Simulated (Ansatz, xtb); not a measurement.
Two isomers of C6H6NPSi

Structure a is `N#CC1=PC=CC=C1[SiH3]`, a singlet and structure b is `N#CC1=CC([SiH3])=PC=C1`, a singlet. Both are isolated molecules in the gas phase, relaxed with PBE0-D3(BJ)/def2-SVP.

Quicker runs give these differences E(b) − E(a): GFN2-xTB +2.04 kcal/mol; HF/STO-3G +2.19 kcal/mol (at GFN2-xTB geometries); r2SCAN-D4/def2-SVP −0.67 kcal/mol (at GFN2-xTB geometries).

Question: Estimate which is lower in electronic energy at CCSD(T)/def2-SVP + ΔMP2/def2-TZVPP, and by roughly how much.

Answer: The CCSD(T)/def2-SVP + ΔMP2/def2-TZVPP calculation puts structure b lower, by 1.07 kcal/mol.

The same difference at several levels:

```json
{"level": "GFN2-xTB", "geometry": "GFN2-xTB", "E(b) − E(a) (kcal/mol)": "+2.04", "departure from the last row (kcal/mol)": "+3.11", "job, with rough time for the two": "optimisation, 0.49 s"}
{"level": "HF/STO-3G", "geometry": "GFN2-xTB", "E(b) − E(a) (kcal/mol)": "+2.19", "departure from the last row (kcal/mol)": "+3.26", "job, with rough time for the two": "single point, 2 s"}
{"level": "r2SCAN-D4/def2-SVP", "geometry": "GFN2-xTB", "E(b) − E(a) (kcal/mol)": "−0.67", "departure from the last row (kcal/mol)": "+0.41", "job, with rough time for the two": "single point, 14 s"}
{"level": "PBE0-D3(BJ)/def2-SVP", "geometry": "PBE0-D3(BJ)/def2-SVP", "E(b) − E(a) (kcal/mol)": "−0.65", "departure from the last row (kcal/mol)": "+0.42", "job, with rough time for the two": "optimisation, 2.9 min"}
{"level": "HF/def2-SVP", "geometry": "PBE0-D3(BJ)/def2-SVP", "E(b) − E(a) (kcal/mol)": "−2.56", "departure from the last row (kcal/mol)": "−1.48", "job, with rough time for the two": "part of the CCSD(T) run"}
{"level": "MP2/def2-SVP", "geometry": "PBE0-D3(BJ)/def2-SVP", "E(b) − E(a) (kcal/mol)": "−0.64", "departure from the last row (kcal/mol)": "+0.44", "job, with rough time for the two": "part of the CCSD(T) run"}
{"level": "CCSD(T)/def2-SVP", "geometry": "PBE0-D3(BJ)/def2-SVP", "E(b) − E(a) (kcal/mol)": "−1.04", "departure from the last row (kcal/mol)": "+0.04", "job, with rough time for the two": "single point"}
{"level": "CCSD(T)/def2-SVP + ΔMP2/def2-TZVPP", "geometry": "PBE0-D3(BJ)/def2-SVP", "E(b) − E(a) (kcal/mol)": "−1.07", "departure from the last row (kcal/mol)": "", "job, with rough time for the two": "single point, 5.7 min"}
```

As drawn, both hold the same kinds of bond in the same numbers.

GFN2-xTB, HF/STO-3G put the two in the other order. The largest departure from CCSD(T)/def2-SVP + ΔMP2/def2-TZVPP is that of HF/STO-3G, 3.26 kcal/mol. A small imaginary or near-zero mode remains, so no thermal terms are given. The last row adds to CCSD(T) the change of the MP2 difference between the two basis sets, here −0.04 kcal/mol.

The correlated steps freeze 17 core orbitals. Programs: Ansatz 0.2.0, xtb 6.7.1; the last row on 2 threads of Intel(R) Xeon(R) Platinum 8259CL CPU @ 2.50GHz (Skylake/Cascade Lake) on a shared host.

The preference for b is slight, and it reflects a balance of substituent positions on the same aromatic phosphinine ring. In a, the cyano and silyl groups sit on neighbouring carbons, with cyano next to phosphorus. In b they are meta to each other, with silyl next to phosphorus and cyano para to it. Relief of crowding between neighbouring groups probably favours b, but the electronic preference of each group for its site relative to phosphorus changes at the same time.

Hartree–Fock in the def2-SVP basis favours b by 2.56 kcal/mol, and CCSD(T) in that basis reduces this to 1.04 kcal/mol. Correlation therefore favours a, plausibly in part through dispersion between the adjacent substituents. The reversed order from HF/STO-3G probably stems from its minimal basis, which lacks the flexibility to describe polarised bonds at silicon and phosphorus; r2SCAN-D4 gives b lower at the same geometries. Separating the proximity effect from the site preferences would require other ring isomers.
